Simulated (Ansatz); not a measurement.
Ligand exchange: CuH + BH(NH2)2 → CuNH2 + BH2(NH2)

Gas-phase species: CuH, singlet; BH(NH2)2, singlet; CuNH2 `[NH2][Cu]`, singlet; BH2(NH2), singlet. The partners trade H for NH2: Cu–H and B–NH2 bonds give way to Cu–NH2 and B–H.

Shapes, held fixed at every level: PBE0-D4/def2-TZVP. Programs: Ansatz 0.2.0. The zero-point and thermal change to 298 K, harmonic and unscaled (PBE0-D4/def2-TZVP), is +2.4 kJ/mol.

| level | kind | ΔH(298 K) (kJ/mol) | CPU time (sum over the molecules) |
| --- | --- | --- | --- |
| HF/def2-SVP | Hartree–Fock | +140.0 | – |
| HF/def2-TZVPP | Hartree–Fock | +128.6 | – |
| B3LYP-D4/def2-TZVPP | global hybrid | +114.3 | 14 s |
| BHLYP-D4/def2-TZVPP | global hybrid | +123.3 | 12 s |
| PBE0-D4/def2-TZVPP | global hybrid | +118.2 | 10 s |
| r2SCAN0-D4/def2-TZVPP | global hybrid | +120.5 | 16 s |
| wB97M-V/def2-TZVPP | range-separated hybrid | +118.1 | 42 s |

wB97M-V/def2-TZVPP gives ΔH(298 K) = +118.1 kJ/mol; the levels span +114.3 to +140.0. The median of the levels is +120.5. No measured value is set beside it here. Relativity is left out for Cu. Times are processor times on shared x86 and Arm servers, and rough.

The exchange is strongly endothermic at every level, so for these isolated molecules copper keeps the hydride and boron the amide. The thermal term is small, which places the preference in the electronic bond energies. Boron offers an empty p orbital to the nitrogen lone pair, giving the B–N bond partial π character on top of a strong polar σ bond. Copper(I), with its filled d shell, has no comparable low-lying acceptor, and the lone pair meets occupied d orbitals instead. The gain of a B–H bond in place of Cu–H doesn't make up for this. The loss is probably softened because the two amino groups of the diaminoborane compete for one boron p orbital, so the remaining B–N π bond strengthens once one group leaves.

Part of the overall spread is a basis-set effect, as Hartree–Fock falls from +140.0 to +128.6 kJ/mol with the larger set. The hybrids lie lower still, probably because correlation favours the copper amide. Aggregation through bridging hydride or amide ligands, common for copper(I), could shift the balance in condensed phases.
